**Why the levels of zinc-blende ZnS split, flatten and turn back away from Γ**

A cubic semiconductor invites a simple picture: a valence hill and a conduction bowl centred on Γ, both round, with energies that move as the square of the wave vector. The PBE levels of ZnS keep only the centre of that picture. One level hardly moves, three fall at rates that depend on direction, and the lowest empty level climbs and, towards X, comes down again.

Kohn–Sham levels of zinc-blende ZnS (primitive cell edge 3.821 Å) at points of a 7×7×7 k mesh, from ABINIT 10.8.3 with PBE, PseudoDojo NC SR PBE v0.4.1 standard pseudopotentials and a 1034 eV plane-wave cutoff, without spin polarisation or spin-orbit coupling. Energies are counted from the valence top; the third component of every wave vector is zero.

```
point a (reciprocal cell vector)  point b (reciprocal cell vector)  level point (row)  level under 4 (eV)  level under 3 (eV)  level under 2 (eV)  level under 1 (eV)  level over 1 (eV)  level over 2 (eV)
                          0.0000                            0.0000                  1              -5.838               0.000               0.000               0.000              2.113              6.379
                          0.1429                            0.0000                  2              -5.840              -1.353              -0.187              -0.187              3.068              6.305
                          0.4286                            0.0000                  3              -5.812              -4.868              -0.827              -0.827              3.338              6.936
                         -0.1429                            0.1429                  4              -5.822              -2.321              -1.082              -0.270              3.957              6.134
                          0.2857                            0.2857                  5              -5.792              -2.968              -1.464              -1.464              4.249              4.582
                         -0.2857                            0.2857                  6              -5.732              -4.301              -2.866              -1.168              4.755              6.650
                          0.4286                            0.4286                  7              -5.709              -4.296              -2.123              -2.123              3.508              4.164
```

Point a and point b give the wave vector in units of the first two reciprocal cell vectors, and level point numbers the rows. Levels under 1 to 4 are the filled levels counted down from the gap, levels over 1 and 2 the empty ones counted up. The rows form three rays from Γ (row 1) and not one path: rows 2 and 3 run along [111] towards L, rows 5 and 7 along [001] towards X, rows 4 and 6 along [110] towards K. A label such as "under 3" is a rank at one point, which need not be the same band at the next.

### Which orbitals, and why one level stays put

The cell holds 26 valence electrons in 13 bands: nine from Zn 3s, 3p and 3d, one from S 3s and three from S 3p. Counting and the standard bonding of ZnS therefore make levels under 1 to 3 mainly S 3p, and level under 4 the top of the filled Zn 3d group. This assignment is argued, and the degeneracy supports it, since three equal levels at Γ are what three p orbitals give on a cubic site.

A band is wide when its orbital overlaps the neighbouring cells. Level under 4 moves by 0.131 eV over the rows while level under 3 moves by 4.868 eV. In the same calculation a small sphere around Zn holds charge equal to 91% of the Zn valence electrons (3s and 3p included), and an equal sphere around S holds 66% of the S count. Compact shells on Zn and diffuse orbitals on S fit the contrast in width.

### How direction splits the three p levels

A wave vector singles out an axis, so the p orbital pointing along it (longitudinal) parts from the two pointing across it (transverse). Towards L a threefold axis survives and keeps the transverse pair together. Towards X the pair is held by time reversal combined with the improper fourfold axis. Towards K only a mirror plane remains and all three separate, with levels under 1 and 2 already 0.812 eV apart in row 4. Spin-orbit coupling is off; it would split the threefold top by under roughly 0.1 eV (a recalled size), which matters for holes near Γ and little for shifts of an eV.

Much of the relative size of the drops follows from geometry. At Γ every S atom carries the same p orbital with the same phase, so neighbours meet head to tail, positive lobe against negative lobe. These head-on contacts are all antibonding, which in this picture puts Γ at the top. Moving out in $k$ reverses the phase between lattice planes stacked along $k$ and turns those contacts bonding, while contacts within a plane keep their phase. An orbital drops in proportion to the share of its coupling that runs between planes.

To put numbers on this, keep only the head-on (σ) coupling $V$ between p orbitals on the twelve nearest S neighbours, an effective coupling that includes the path through Zn. With $\mathbf R$ the vector to a neighbour and $\mathbf d$ its unit vector,

$$H_{\alpha\beta}(\mathbf k)=V\sum_{\mathbf R} d_\alpha d_\beta\cos(\mathbf k\cdot\mathbf R).$$

Along [001], with $t$ the fraction of the way to X, four neighbours lie in the plane and eight acquire the phase $\cos\pi t$. The orbital $p_z$ couples only to those eight, each with $d_z^2=1/2$, so $E_z=4V\cos\pi t$. The orbital $p_x$ has half its coupling in the plane, so $E_x=2V+2V\cos\pi t$. The drops below the top are $4V(1-\cos\pi t)$ and $2V(1-\cos\pi t)$, in the ratio 2 at every $t$, and the table gives 2.03 and 2.02 in rows 5 and 7.

Only ratios are compared, so $V$ cancels; the drop of level under 1 in row 7 serves as the unit, and row 5 then follows with nothing left to adjust. There $t=4/7$ against $6/7$, and the ratio of drops is $(1-\cos\frac{4\pi}{7})/(1-\cos\frac{6\pi}{7})=1.223/1.901$. Multiplied by 2.123 eV this gives a drop of 1.37 eV.

The calculated drop in row 5 is 1.464 eV, so the estimate is 7% short relative to the table. The comparison for all rows is in the output printed after this note.

Along [111] six neighbours lie in the close-packed plane, and they carry three quarters of the transverse coupling. The transverse pair then loses only $2V$ at L against $4V$ at X, while the longitudinal level loses $8V$ at both. This is why the upper pair is so flat towards L. At the same fraction of their rays, row 3 has dropped 0.39 times as far as row 7, where the estimate gives 0.50.

### Where the estimate fails

The degeneracies come out right because symmetry fixes them, and the flatness towards L comes out in kind, but single entries are off by up to 56% of the tabulated drop. The longitudinal level is too shallow in all six rows, and on each ray the error is larger in the row nearer Γ. Along [111] it shrinks from 38% to 13%. The expected reason is mixing with the s-like conduction state. It is forbidden at Γ, and close to Γ it reaches the longitudinal p orbital alone, pushing that level down and the conduction level up. A fixed $V$ can carry such a push only on average. Towards L the missing part of the drop grows only from about 0.5 to 0.6 eV between rows 2 and 3, while the whole drop grows 3.6-fold, so the relative error shrinks.

Row 2 is in line with two levels that repel each other. The secant mass $\hbar^2k^2/2|\Delta E|$, with $\Delta E$ the shift from Γ, is 0.33 electron masses for level over 1 and 0.23 for level under 3. For the transverse pair, which escapes this mixing, it is 1.69. The σ coupling alone would make the longitudinal level 4 times lighter than the pair; in the table it is 7.24 times lighter, and the excess is what the mixing would add.

The topmost level errs the other way in every row off the X ray: the estimate lets it drop too far. Sideways (π) coupling, of sign opposite to σ, would flatten it, but that cause is an untested guess. Like the s–p mixing, it would also raise the ratio towards X above 2, so the close match there may hide a cancellation with further neglected terms.

### Why the conduction level turns back

Level over 1 starts steeply and then stalls. From row 2 to row 3 the square of $k$ grows ninefold and the rise above Γ only 1.28-fold. From row 5 to row 7 the level falls by 0.741 eV, so the table itself shows a turnover towards X. Towards K it is higher in row 6 than in row 4.

Plane-wave counting explains the downward pull. In units of $2\pi/a$, with $a$ the cubic edge, the states around the gap at Γ descend from the eight waves $(\pm1,\pm1,\pm1)$ with $k^2=3$. Towards X four of them become $(\pm1,\pm1,t-1)$, whose $k^2$ sinks to 2; two make the transverse valence pair and two make empty levels. Level over 2 accordingly lies 2.215 eV lower in row 7 than at Γ, close to the drop of the transverse pair.

The lowest empty level, rising from Γ, meets level over 2 on its way down. Both empty levels have the same symmetry on the ray, so they may not cross, and their spacing shrinks from 4.266 eV at Γ to 0.333 eV in row 5 before opening to 0.656 eV in row 7. That row 5 sits near an avoided crossing is a guess from these three points. The spacing near X is standard: the two states are degenerate at X in the diamond structure and split when the two atoms differ.

Towards L one of the eight waves sinks from $k^2=3$ to $3/4$, but it ends in the filled levels. Three more go only to $11/4$, a much weaker pull. It fits a level over 1 that flattens and a level over 2 that stays within 0.557 eV of its Γ value. Whether the lowest empty level passes over a hump and has a true valley at L is not settled by two points.

### What to use and what to redo

Both edges are at Γ and the gap is direct, 2.113 eV on the whole mesh. Γ is a mesh point, so sampling does not explain the shortfall against the measured gap of roughly 3.7 eV (recalled). The known self-interaction and gap errors of PBE are at work, among them a Zn 3d group near −5.8 eV where roughly −9 eV is recalled. Shallow d states repel the S p states of like symmetry at Γ, which lifts the valence top and narrows the gap further.

For a ZnS window or buffer layer, this gap should not set an absorption edge or a band offset. The shape carries the usable message: by the secant masses of rows 2 and 4, the two nearest Γ, electrons are several times lighter than the topmost holes. The holes are also anisotropic: the top level has fallen by 1.464 eV in row 5 but by only 0.827 eV in row 3, which lies farther from Γ. On mass alone, electrons are the more mobile carriers. The secant masses are not band-edge masses. The electron value grows from 0.33 to 0.46 between rows 2 and 4, although an s-like minimum in a cubic crystal is isotropic, which marks a non-parabolic band; its edge mass is expected to lie below both.

For high-field transport it matters at what energy electrons can leave the Γ valley. Rows 3 and 7 lie 1.225 and 1.395 eV above the conduction minimum, both at 6/7 of their rays. If the band falls from these points on to L and X, these are upper bounds on the valley offsets at this level of theory, and their order may change at the end points. Degeneracies, level order and anisotropy can be read from a mesh like this one; take valley offsets from a path or a Γ-centred even mesh, which contains L and X, hole masses from a dense run near Γ with spin-orbit coupling, and the gap from a hybrid or quasiparticle calculation.

The analysis program printed:

```
cubic a = 5.404 A; table rounding 0.0005 eV per level, 0.001 eV per difference
filled bands 26/2 = 13 = Zn 3s3p3d (1+3+5) + S 3s (1) + S 3p (3)
row, ray, fraction of ray, |k| 1/A; eV: u1-u2, u2-u3, u3-u4, vertical gap, o1-o1(G), o2-o1
1 G 0.000 0.000 | 0.000 0.000 5.838 2.113 0.000 4.266
2 L 0.286 0.288 | 0.000 1.166 4.487 3.255 0.955 3.237
3 L 0.857 0.863 | 0.000 4.041 0.944 4.165 1.225 3.598
4 K 0.381 0.470 | 0.812 1.239 3.501 4.227 1.844 2.177
5 X 0.571 0.664 | 0.000 1.504 2.824 5.713 2.136 0.333
6 K 0.762 0.940 | 1.698 1.435 1.431 5.923 2.642 1.895
7 X 0.857 0.997 | 0.000 2.173 1.413 5.631 1.395 0.656
spread over rows, eV: u4 0.131, u3 4.868, u2 2.866, u1 2.123, o1 2.642, o2 2.772
spread u3 / spread u4 = 37; u4 row 2 minus row 1 = -0.002 eV
ray L rows 2->3: k^2 x9.00; o1 rise x1.28, u1 x4.42, u3 x3.60
   steps eV: o1 +0.270, o2 +0.631, u4 +0.028
ray X rows 5->7: k^2 x2.25; o1 rise x0.65, u1 x1.45, u3 x1.45
   steps eV: o1 -0.741, o2 -0.418, u4 +0.083
ray K rows 4->6: k^2 x4.00; o1 rise x1.43, u1 x4.33, u3 x1.85
   steps eV: o1 +0.798, o2 +0.516, u4 +0.090
o2 minus o2(G), eV, rows 2-7: -0.074 +0.557 -0.245 -1.797 +0.271 -2.215
row 2 secant mass from G (m_e): o1 0.33, u1 1.69, u2 1.69, u3 0.23
row 4 secant mass from G (m_e): o1 0.46, u1 3.11, u2 0.78, u3 0.36
drop below valence top in units of the row 7 u1 drop (that entry is 1 by choice of unit)
row: table u3 u2 u1 | estimate u3 u2 u1 | error % | u3/u1 table, estimate
2: 0.64 0.09 0.09 | 0.40 0.10 0.10 | -38 +12 +12 | 7.24, 4.00
3: 2.29 0.39 0.39 | 2.00 0.50 0.50 | -13 +28 +28 | 5.89, 4.00
4: 1.09 0.51 0.13 | 0.84 0.40 0.20 | -23 -22 +56 | 8.60, 4.25
5: 1.40 0.69 0.69 | 1.29 0.64 0.64 | -8 -7 -7 | 2.03, 2.00
6: 2.03 1.35 0.55 | 1.64 1.29 0.64 | -19 -5 +17 | 3.68, 2.55
7: 2.02 1.00 1.00 | 2.00 1.00 1.00 | -1 +0 +0 | 2.02, 2.00
worst: row 4 u1 56%; row 2 u3 38%; row 3 u2 28%
mean absolute error over 18 entries 16%; rounding on smallest drop 0.3%
u1 drop row 3 / row 7: table 0.39, estimate 0.50
Fermi energy above valence top 1.087 eV; half gap 1.056 eV
share of valence charge in 1.058 A spheres: Zn 91% (18 of 20 would be 90%), S 66%
```
